# Vanadium pushes back harder than it pulls

If you have to turn a known volume change of vanadium into a pressure, you must choose between one bulk modulus and a full pressure curve. One modulus assumes that equal steps up and down in volume meet equal resistance. The calculations below, made with a meta-GGA density functional for three crystal structures, show how far that assumption carries.

Vanadium in three uniformly scaled cells, calculated with Ansatz 0.2.0 using m-r2SCAN, scalar-relativistic plane-wave PAW, a 500 eV cutoff, 0.05 eV Fermi-Dirac smearing and a ferromagnetic start. The k meshes are 23×23×11 (hcp), 18×18×5 (dhcp) and 11×11×17 (omega). Energies are for zero smearing, relative to scale 1; pressures include the smearing and are positive in compression.

| volume scale | energy change, hcp (meV/atom) | pressure, hcp (GPa) | pressure, dhcp (GPa) | pressure, omega (AlB2-type) (GPa) |
| --- | --- | --- | --- | --- |
| 0.88 | 136.9 | 29.85 | 30.14 | 29.90 |
| 0.92 | 56.6 | 17.95 | 18.15 | 17.89 |
| 0.96 | 13.1 | 8.14 | 8.22 | 7.98 |
| 1 | 0.0 | 0.05 | 0.01 | -0.17 |
| 1.04 | 12.0 | -6.63 | -6.77 | -6.93 |
| 1.08 | 44.7 | -12.13 | -12.36 | -12.50 |
| 1.12 | 94.4 | -16.65 | -16.95 | -17.10 |

The volume scale is the volume divided by that of the relaxed cell, and a negative pressure means that the crystal pulls inward. At scale 1 the volume per atom is 13.63 Å³ in hcp, 13.67 Å³ in dhcp and 13.47 Å³ in omega. The energy column belongs to hcp alone and counts from its relaxed cell, so the table describes resistance and doesn't rank the structures.

## What happens

Taking 12 % of the volume out of hcp vanadium costs 136.9 meV per atom, while adding 12 % costs only 94.4. The pressures lean the same way, with 29.85 GPa on the compressed side against a pull of 16.65 GPa on the expanded side. The dhcp and omega cells behave almost alike.

The lean matters as soon as a single modulus is used. The pressures at scales 0.96 and 1.04 give hcp a bulk modulus of about 185 GPa, and 0.12 × 185 is 22 GPa for either direction. That is a quarter below the computed pressure in compression and a third above the computed pull in expansion.

## The tempting answer: it is only geometry

Volume goes as the cube of length. Losing 12 % of the volume shortens every distance by 4.17 %, but gaining 12 % lengthens it by only 3.85 %. Perhaps the bonds are plain springs, and compression costs more simply because it changes their length more.

This idea can be tested sharply, because the shape of each cell was held fixed while its volume changed. Every distance then scales with one number L, the cube root of the volume scale. The energy of a Hooke spring is quadratic in its length, hence quadratic in L, and a sum of such energies is again quadratic in L. This holds for any mixture of long and short springs, in any packing.

For a crystal at rest at L = 1, such springs would make compression dearer than expansion by the factor (4.17/3.85)², or 1.17. The hcp energies give 1.45. Geometry is therefore real but accounts for less than half of the lean, and the springs themselves must change.

## A better answer that still falls short

The next idea treats the metal as a gas of free electrons among point-like ions. Squeezing shortens the electron waves, so their kinetic energy rises as 1/L². The electrical attraction that holds the metal together deepens only as 1/L. The steeper term wins in compression, and the lean has a physical cause.

To compare this idea with all three structures, take the force along L, counted from scale 1, and divide it by the change in L. The result is an apparent spring stiffness. Between volume scales 1.12 and 0.88 it would stay constant for Hooke springs and rise by 27 % for the electron gas. In the calculations it rises by 40 % in each of the three structures.

The bare electron gas thus has the right direction and too little strength. Vanadium needs forces that change faster with distance than this gas provides.

## Why the bond stiffens and fades

A two-atom molecule such as N₂ shows the principle in its simplest form. Push its atoms together and the resistance mounts steeply; pull them apart and the bond weakens until it lets go. The likeness holds near the resting distance. A metal atom shares its electrons with about a dozen neighbours, so its bonds don't break one by one.

Two opposing contributions are enough to produce this behaviour. Let a repulsion fall off with distance as exp(−pL) and an attraction as exp(−qL), with p larger than q so that the crystal is stable. At the resting distance their forces balance. The curvature of the energy, which is the stiffness, is then proportional to p − q, and on stretching it falls at the relative rate p + q.

The strength of the bond has dropped out of that rate. At equal rates of fading, a stronger bond makes a stiffer solid, but the lean grows only if the forces die away faster over the same fractional stretch. This is the rule to carry to a neighbouring case: ask how fast the forces fade, not how strong they are.

In vanadium, theory offers a source for each contribution. The outer electrons must keep their states distinct from those of the inner shells, and this raises their kinetic energy steeply as squeezing presses them against the atoms' cores. The d orbitals, which supply much of the bonding, overlap less as the atoms separate, so the d band narrows and the bonding weakens.

The calculations hold a hint of that narrowing. The electronic entropy term, which grows with the number of states near the Fermi level, rises from the smallest to the largest volume by 47 % in hcp and by about 26 % in the other two structures. A free-electron gas would give (1.12/0.88)^(2/3), a rise of 17 %. The hint fits a narrowing d band, but it can't measure how much of the lean the band causes, because it differs between structures that lean alike. An electron gas with a steep enough core repulsion might also lean as much.

## Why the packing hardly shows

The shortest distance in omega is 9 % below that in hcp, which makes it tempting to predict a much stiffer crystal. Yet the bulk moduli of the three structures lie between 185 and 187 GPa. The k meshes differ, so this small spread is no ranking.

A likely reason, not tested here, is averaging. Omega also has contacts longer than any of the nearest ones in hcp, and the softer long contacts may offset the stiffer short ones. The volumes per atom are nearly equal too, so the electrons are about equally crowded.

## A curve to calculate with

The stiffening and fading can be put into one energy curve, E = −D(1 + a)exp(−a), with a = s(L − 1). Here D is the depth of the well and s says how fast the bond fades. Differentiating with respect to volume gives the pressure:

P = C · (1 − L)/L² · exp[s(1 − L)]

The first factors are the constant springs, and the exponential is the change in the bond. The constant C is three times the bulk modulus. Fitted to the seven hcp pressures, C is 550 GPa and s is 4.3. The curve follows those pressures closely, with one more adjustable constant than either of the simpler ideas; the printed analysis after this text compares all three.

Take an expansion of 12 % as a worked case. L is 1.0385, so (1 − L)/L² is −0.0357, and multiplying by 550 GPa gives −19.6 GPa for constant springs. The exponential is exp(−4.3 × 0.0385), or 0.85, which brings the pressure to −16.6 GPa.

The hcp value, −16.65 GPa, was part of the fit. The dhcp and omega values were not, and at −16.95 and −17.10 GPa they lie within half a gigapascal of the estimate. No other dhcp or omega row is missed by more.

The curve fails when it is carried far outside these volumes. Continued to separate atoms, it gives a binding energy of 7.6 eV per atom, whereas the measured one is, as a rough recalled figure, about 5 eV. On the way to free atoms the electrons settle on single sites and their spins align, which a curve drawn near the minimum doesn't contain.

## What to do about it

For volume changes up to 4 %, a single modulus is off by at most about a tenth in pressure, too low in compression and too high in expansion. If that is good enough, use it. Towards 12 %, use the curve, and keep the sign of the volume change in view.

Use these constants for trends and first estimates. Vanadium normally crystallises in the bcc structure, so a design value should come from a bcc calculation or a measurement. Vibrations of the atoms are also left out. The three structures were held in their symmetry, and whether they are stable against distortion wasn't checked. The PAW datasets were made for another functional, PBE, and the effect of that is untested here.

The fixed cell shape matters if you want one of these hexagonal structures under a truly hydrostatic load. In dhcp at scale 0.88, the stress along the long axis is about 2 GPa higher than across it, and the tabulated pressure is the average over the three directions. For such a load, let the cell change its shape at each volume. In bcc vanadium the question doesn't arise, because the symmetry of a cubic cell makes the stress equal along all three axes.

Numerical output:

```
fit of pressure_hcp on 7 rows: coefficient of (1-L)/L**2 577 +/- 34; rms 2.25, worst 1.12 -3.95, leave-one-out rms 3.23
fit of pressure_hcp on 7 rows: coefficient of (1-L)/L**5 560.4 +/- 9.4; rms 0.649, worst 1.12 -1.21, leave-one-out rms 0.935
fit of pressure_hcp on 7 rows: coefficient of (1-L)/L**2*exp(s*(1-L)) 549.8 +/- 0.52, s 4.3; rms 0.0333, worst 1.0 -0.05, leave-one-out rms 0.0551
Pressure of hcp in GPa by each idea:
   row  computed  constant springs  bare electron gas  fading bond
  0.88     29.85             26.21              28.93        29.88
  0.92     17.95             16.72              17.65        17.92
  0.96      8.14             8.013              8.107        8.092
   1.0      0.05                 0                  0            0
  1.04     -6.63            -7.396             -6.908        -6.66
  1.08    -12.13            -14.24             -12.81       -12.14
  1.12    -16.65             -20.6             -17.86       -16.63
hcp energy cost at 0.88 divided by that at 1.12: 1.45
same ratio for constant springs: 1.174
same ratio for the bare electron gas: 1.379
spring stiffness at 0.88 divided by that at 1.12 in hcp (constant springs give 1): 1.402
same stiffness ratio in dhcp: 1.396
same stiffness ratio in omega: 1.395
same stiffness ratio for the bare electron gas: 1.273
bulk modulus of hcp from pressures at 0.96 and 1.04 in GPa: 184.6
bulk modulus of dhcp likewise in GPa: 187.4
bulk modulus of omega likewise in GPa: 186.4
shortest distance in omega below that in hcp in percent: 8.773
hcp energy at 0.88 less that at 1.12 in meV per atom: 42.5
change of that difference when the smearing entropy is included in meV per atom: 2.61
rise of the entropy term from 0.88 to 1.12 in hcp in percent: 47.47
same rise in dhcp in percent: 25.24
same rise in omega in percent: 26.55
well depth if the fading-bond curve is continued to free atoms in eV per atom: 7.588
```
